**Q:** I have one crystal of cubic boron nitride and a list of computed band gaps for it that differ by a factor of three. The atoms sit in the same places each time. What is being changed?

Band gaps of cubic BN (F-43m, a = 3.610 Å) at several levels of theory, computed with Ansatz 0.2.0 (plane-wave PAW, no spin polarisation) at one fixed geometry relaxed with r2SCAN. The k mesh is 12×12×12 or 8×8×8 depending on the level, and 6×6×6 for the G0W0 shift; gaps are the least over the mesh and named k points. G0W0 is the PBE gap plus a shift at finite bands and cutoff.

```
level of theory  band gap (eV)  least direct gap (eV)
            PBE          4.477                  8.852
         r2SCAN          5.003                  9.587
          HSE06          5.794                 10.592
           PBE0          6.558                 11.357
            LDA          4.366                  8.718
       DDH-PBE0          6.282                 11.025
   Hartree-Fock         13.734                 19.437
        r2SCANh          5.751                 10.470
 G0W0/PBE 220eV          6.141                    n/a
```

**A:** The rule by which an electron feels the other electrons. Three sizes are worth remembering for this crystal. Switching between functionals without exact exchange moves the gap by tenths of an eV. Mixing in a quarter of exact exchange opens it by one to two eV, and using all of it, with no screening, opens it by about nine.

**Q:** Why should exact exchange open a gap at all?

**A:** Because it treats filled and empty states differently. An electron in a filled state must not repel itself, and exact exchange removes that self-repulsion. It also lowers the state through its overlap with other filled states of the same spin. An empty state isn't a member of the filled set and gains much less.

LDA and PBE instead replace exchange by a potential that depends only on position. Filled and empty states feel the same potential, so the filled ones get no extra lowering of their own. Together with the self-repulsion that these potentials cancel only in part, this is why the two give the lowest gaps. Their recipes for the potential differ, but in this crystal that changes the gap by only 0.11 eV.

**Q:** HSE06 and PBE0 both contain 25 % exact exchange, yet PBE0 gives 0.76 eV more. Where does that come from?

**A:** From distance. HSE06 uses exact exchange only between points that are close together, while PBE0 uses it at every range. The part that HSE06 leaves entirely to the semilocal functional has the interaction v(r) = erf(ωr)/r, where r is the distance between two electrons and ω sets the border between near and far. The usual ω is about 0.11 per bohr, so the border lies near 9 bohr, or 5 Å, about three bond lengths in this crystal.

Exchange in an insulator acts mostly over shorter distances than that. There v(r) is nearly flat and close to its value at the origin, v(0) = 2ω/√π. A flat interaction can't see the shapes of the orbitals; it only asks whether a state is filled:

- filled state: full long-range exchange lowers it by v(0);
- empty state: no shift;
- with the fraction a of exact exchange, the gap opens by a · 2ω/√π.

For a = 0.25 this is 0.25 × 2 × 0.11 / 1.77 ≈ 0.031 hartree, or 0.84 eV. No gap from the table enters the estimate, and it comes out 11 % above the computed step. An overshoot is expected, since v(r) does fall off slowly with distance: filled states are lowered a little less than v(0), and empty ones are lowered slightly too. The exact percentage also hangs on ω, which is the usual value here and not one read from the run. The formula contains no property of boron nitride, so theory suggests a similar step in other insulators whose exchange is equally short-ranged.

**Q:** Does that step push the valence band down or the conduction band up?

**A:** Both, by equal amounts. PBE0 doesn't merely add long-range exact exchange; it also removes a quarter of the semilocal version. That version has an energy of −ω/√π per electron, half of v(0) because each pair is counted once, and in the same flat limit its potential lowers every state by the same ω/√π. Taking a quarter of it away lifts filled and empty states alike by 0.42 eV.

Filled states therefore go down by 0.84 and up by 0.42 eV, while empty states only go up by 0.42. In the calculations the valence edge falls by 0.38 eV and the conduction edge rises by 0.38 eV. The semilocal potential had, in effect, placed both kinds of state at a compromise level. These edge energies refer to an internal zero of the crystal and can't be read as energies for removing an electron into vacuum.

**Q:** Then could I take the PBE bands and simply shift the empty ones upward?

**A:** For the long-range part, yes, as far as these two gaps show: from HSE06 to PBE0 the gap and the least direct gap grow by the same amount to within 0.001 eV. For the short-range part, no. From PBE to HSE06 the gap grows by 1.32 eV but the least direct gap by 1.74 eV.

Both gaps start from the same valence top, at the centre of the Brillouin zone (Γ). The lowest gap ends at the zone boundary point X, the direct one at Γ. The extra 0.42 eV therefore belongs to the empty level at Γ, which rises that much more than the one at X. Within a bond length the interaction varies strongly, so short-range exchange depends on how each empty orbital overlaps with the filled ones. The conduction band is reshaped as well as lifted.

**Q:** What is DDH-PBE0, and why does it land just below PBE0?

**A:** It is PBE0 with the fraction of exact exchange chosen for the crystal instead of fixed at 25 %. Two charges far apart in a solid don't feel their bare interaction, because the electrons between them shift and weaken it by the dielectric constant ε∞. Long-range exchange should be weakened in the same way, so the sensible fraction is 1/ε∞.

The gap lies where a straight line from PBE to PBE0 would put a fraction of 22 %, and the least direct gap leads to the same fraction. That corresponds to ε∞ ≈ 4.6. The refractive index of cubic boron nitride is roughly 2.1, a recalled value, and its square is close to that. The rule for a neighbouring material follows from the definition: above ε∞ = 4 the crystal gets less exact exchange than PBE0 and a smaller gap, below 4 more exchange and a larger gap.

**Q:** And Hartree-Fock, at almost 14 eV?

**A:** It uses the full exchange, as if ε∞ were 1. In a real crystal the surrounding electrons rearrange when one electron is added or removed, and this makes both processes cheaper. Hartree-Fock leaves that response out, so its gap is far too wide.

The straight line through PBE and PBE0, extended to full exchange, reaches 12.8 eV. Hartree-Fock, which had no part in fixing the line, lies 0.9 eV higher. So the amount of exchange accounts for most of the rise but not all of it. For the least direct gap the excess is smaller, about 0.6 eV, so the remainder differs between the empty levels at X and at Γ. Both the correlation that Hartree-Fock drops and orbitals that readjust as exchange grows are expected to contribute; these calculations don't separate the two.

**Q:** One row looks out of order to me. r2SCANh has only 10 % exact exchange, yet its gap nearly equals that of HSE06.

**A:** It starts from a higher step. r2SCAN alone already lies 0.53 eV above PBE. The likely main reason is that it also uses the kinetic-energy density, which is built from the orbitals. Its potential is therefore no longer a plain function of position and can act differently on filled and empty states. The 10 % of exact exchange then adds 0.75 eV, a little less than the 0.83 eV that the same fraction brings on the line from PBE to PBE0. Part of that shortfall is expected: exact exchange replaces a tenth of r2SCAN's own exchange and, if the head start comes from exchange, a tenth of the 0.53 eV with it, about 0.05 eV.

Two different routes thus meet at nearly the same gap. The least direct gaps agree less well, with r2SCANh 0.12 eV below HSE06. Matching one gap doesn't make two methods equivalent for the rest of the band structure.

**Q:** G0W0 is supposed to be the more rigorous method. Can I use its row to decide which hybrid is right?

**A:** Not with this value. G0W0 calculates the screening from the crystal's own electrons instead of setting it through a mixing fraction, which makes it an attractive judge. But the row stops at a finite number of bands and a finite cutoff, which leaves it short of the basis limit, and its shift was computed on a k mesh of only 6×6×6. How large the shortfall is for this crystal, these runs don't show. In tests on other systems, the makers of the data found 6 to 9 % in the median. If that held here too, 6.14 eV would become 6.5 to 6.7 eV. A shortfall of only about 2 % would already bring it level with DDH-PBE0.

As it stands, the row lies below both DDH-PBE0 and PBE0; with a shortfall as large as in those tests, the converged value would lie above DDH-PBE0 and close to PBE0 or above it. The place of G0W0 relative to these two hybrids is therefore open. Even a converged value would still depend on the PBE states from which this G0W0 calculation starts. The output that follows gives this conditional range together with the steps used above.

**Q:** So which row should I hold against my measured gap?

**A:** None of them directly. In your sample the atoms vibrate even at the lowest temperature, and in a light, stiff crystal like this one that motion usually narrows the gap by some tenths of an eV. The calculations hold the atoms still. Add that narrowing back to the measured gap first; otherwise a method could match your number only because its own error happens to have the size of the vibrational shift. A gap read from light absorption also lies somewhat too low for this comparison, because the excited electron and the hole it leaves behind attract each other.

Printed output of the fit:

```
Shifts against PBE and difference of the two gaps in eV:
             row  gap shift  direct gap shift  direct less indirect
             PBE          0                 0                 4.375
          r2SCAN      0.526             0.735                 4.584
           HSE06      1.317              1.74                 4.798
            PBE0      2.081             2.505                 4.799
             LDA     -0.111            -0.134                 4.352
        DDH-PBE0      1.805             2.173                 4.743
    Hartree-Fock      9.257             10.59                 5.703
         r2SCANh      1.274             1.618                 4.719
  G0W0/PBE 220eV      1.664               n/a                   n/a
Long-range step HSE06 to PBE0 in the gap (eV): 0.764
Long-range step HSE06 to PBE0 in the direct gap (eV): 0.765
Flat-potential estimate of the long-range step (eV): 0.8444
Estimate above the computed gap step (percent): 10.52
Half of the estimate, expected shift of each edge (eV): 0.4222
Valence edge, HSE06 to PBE0 (eV): -0.3828
Conduction edge, HSE06 to PBE0 (eV): 0.3814
Valence edge, PBE to HSE06 (eV): -0.8644
Conduction edge, PBE to HSE06 (eV): 0.4531
Long-range share of the PBE to PBE0 gap step (percent): 36.71
DDH exchange fraction implied by the gap (percent): 21.68
DDH exchange fraction implied by the direct gap (percent): 21.69
Dielectric constant implied by the DDH fraction: 4.612
Gap extrapolated linearly to full exchange (eV): 12.8
Hartree-Fock gap above this extrapolation (eV): 0.933
Direct gap extrapolated linearly to full exchange (eV): 18.87
Hartree-Fock direct gap above this extrapolation (eV): 0.565
Gap step r2SCAN to r2SCANh (eV): 0.748
Gap step for 10 percent exchange on the PBE to PBE0 line (eV): 0.8324
G0W0 gap if 6 percent short of the basis limit (eV): 6.533
G0W0 gap if 9 percent short of the basis limit (eV): 6.748
```
